# Callen–Callen law: limits and scaling for cubic $K_1$ of Fe

## Model
Classical unit spin $\mathbf s$, single-ion energy density $\sum_l\kappa_l(0)\,g_l(\mathbf s)$, with $g_l$ a spherical harmonic of order $l$. The weight about the magnetisation direction $\mathbf n$ is $e^{X\cos\vartheta}$. The addition theorem gives $\langle g_l(\mathbf s)\rangle=\langle P_l(\cos\vartheta)\rangle g_l(\mathbf n)$. To first order in anisotropy (Callen and Callen, 1966)
$$\hat\kappa_l\equiv\frac{\kappa_l(T)}{\kappa_l(0)}=\frac{I_{l+1/2}(X)}{I_{1/2}(X)},\qquad m=\hat\kappa_1=\coth X-\frac1X ,$$
with $m$ the reduced moment per atom.

## Dimensionless groups
- $t=T/T_C$, compiled $T_C=1043$ K (Brännvall 2024): $k_BT_C=89.9$ meV.
- $\epsilon=K_1(0)(a^3/2)/k_BT_C$. Typical inputs $K_1(0)\approx5.2\times10^4$ J/m³, $a\approx0.287$ nm: 3.8 µeV per atom, $\epsilon=4.3\times10^{-5}$. First order suffices.
- $b=\mu B/k_BT_C=1.4\times10^{-3}$ at 1 T, compiled spin moment $\mu=2.13\,\mu_B$ (Ekholm 2018).

In the model $t$ and $b$ act only through $X$, so $\hat\kappa_l=f_l(m)$.

## Large $X$: $\delta=1-m\ll1$
Up to $O(e^{-2X})$, $\delta=1/X$ and
$$\hat\kappa_4=1-10\delta+45\delta^2-105\delta^3+105\delta^4 .$$
This matches $m^{10}=1-10\delta+45\delta^2-120\delta^3+\dots$ through $\delta^2$. Generally, with $n=l(l+1)/2$,
$$\hat\kappa_l=m^{n}\left[1+\tfrac{n(n-1)}6\delta^3+\dots\right],$$
so $15\delta^3$ for $l=4$.

## Small $X$: $m\ll1$
$X=3m(1+\tfrac35m^2)$ and $\hat\kappa_l=\frac{X^l}{(2l+1)!!}\left[1+\frac{X^2}{4l+6}-\frac{X^2}6\right]$ give
$$\hat\kappa_l=\frac{3^lm^l}{(2l+1)!!}\left[1+\left(\tfrac{3l}5+\tfrac9{4l+6}-\tfrac32\right)m^2\right],\qquad\hat\kappa_4=\tfrac3{35}m^4\left(1+\tfrac{72}{55}m^2\right).$$

## Crossover
The leading asymptotes meet at $m_\times=[3^l/(2l+1)!!]^{2/[l(l-1)]}$: 0.600, 0.664, 0.706 for $l=2,4,6$.

| $m$ | $\hat\kappa_4$ | $m^{10}$ | $3m^4/35$ |
|---|---|---|---|
| 0.98 | 0.8172 | 0.8171 | 0.0791 |
| 0.90 | 0.3555 | 0.3487 | 0.0562 |
| 0.80 | 0.1276 | 0.1074 | 0.0351 |
| 0.60 | 0.0199 | 0.00605 | 0.0111 |
| 0.30 | $7.86\times10^{-4}$ | $5.90\times10^{-6}$ | $6.94\times10^{-4}$ |

Both asymptotes lie below $\hat\kappa_4$ in every row. $\hat\kappa_4$ exceeds $m^{10}$ by 10 % at $m=0.835$.

## From $\kappa_l$ to $K_i$
Cubic: $E=K_1s+K_2p$, with direction cosines $\alpha_i$ of $\mathbf n$, $s=\alpha_1^2\alpha_2^2+\alpha_2^2\alpha_3^2+\alpha_3^2\alpha_1^2$, $p=\alpha_1^2\alpha_2^2\alpha_3^2$. Pure harmonics: $s-\tfrac15$ ($l=4$) and $p-\tfrac s{11}+\tfrac2{231}$ ($l=6$). So $\kappa_4=K_1+K_2/11$, $\kappa_6=K_2$. At small $\delta$, $K_2\propto m^{21}$ and
$$\frac{K_1(T)}{K_1(0)}=m^{10}\left[1+\frac r{11}\left(1-m^{11}\right)\right],\qquad r=\frac{K_2(0)}{K_1(0)} .$$
The exponent $d\ln K_1/d\ln m$ at $m=1$ is $10-r$. For $r=0$, $K_1$ halves at $m=0.933$.

Uniaxial analogue, $E=K_1\sin^2\theta+K_2\sin^4\theta$: $K_2\propto m^{10}$, $K_1(T)=[K_1(0)+\tfrac87K_2(0)]m^3-\tfrac87K_2(0)m^{10}$.

## Mapping to temperature
Classical mean field sets $X=3m/t$ at $b=0$. Near $T_C$: $m^2\simeq\tfrac53(1-t)$, $\hat\kappa_4\simeq\tfrac5{21}(1-t)^2$, with mean-field exponents. At low $t$: $\delta\simeq t/3$, linear, whereas spin waves give $T^{3/2}$. At 300 K it yields $m=0.893$, $\hat\kappa_4=0.33$, a factor 2.5 below the 0.8172 that follows from the typical input $m\approx0.98$. Hence $m(T)$ is taken as input and $X$ is only a parameter.

## Neglected terms, Fe at 300 K
Effect under study: $\ln m^{10}=-0.202$ at $m=0.98$.
- Sixth order: 1.8 % of $K_1$ per unit $|r|$.
- Magnetoelastic relaxation of the free crystal: $\Delta K_1=\tfrac94[(C_{11}-C_{12})\lambda_{100}^2-2C_{44}\lambda_{111}^2]$, with $\lambda_{hkl}$ the saturation strain along $[hkl]$. Compiled $C_{11},C_{12},C_{44}=232.2,\,135.6,\,117$ GPa (Sha 2006) and typical $|\lambda_{100}|\approx|\lambda_{111}|\approx2.1\times10^{-5}$ give $-1.4\times10^2$ J/m³, 0.3 % of $K_1(0)$. Negligible.
- Expansion: compiled $\alpha_L=11.8\times10^{-6}$ K⁻¹ at 293 K (Kaye and Laby Online, NPL). Since $\alpha_L$ falls on cooling, $\Delta V/V<3\alpha_LT=1.1\times10^{-2}$. Using moment per volume for $m$ multiplies $m^{10}$ by a factor between 0.90 and 1. At this bound an intrinsic $|\partial\ln\kappa_4(0)/\partial\ln V|=19$ would equal the whole effect.
- Input rounding: $\pm0.005$ in $m$ gives $\pm5$ %.
- Spin length: $\mu/2\mu_B$ suggests $S\approx1$, yet a rank-4 single-ion operator needs $S\ge2$. In itinerant Fe, $\mathbf s$ must mean the direction of a coarse-grained local magnetisation. The exponent 10 needs only small, axially symmetric deviations of $\mathbf s$ with a local energy. The full Bessel form needs the weight $e^{X\cos\vartheta}$.

The model's value for $r=0$ at fixed volume: $K_1(300\ \mathrm K)=m^{10}K_1(0)\approx4.2\times10^4$ J/m³.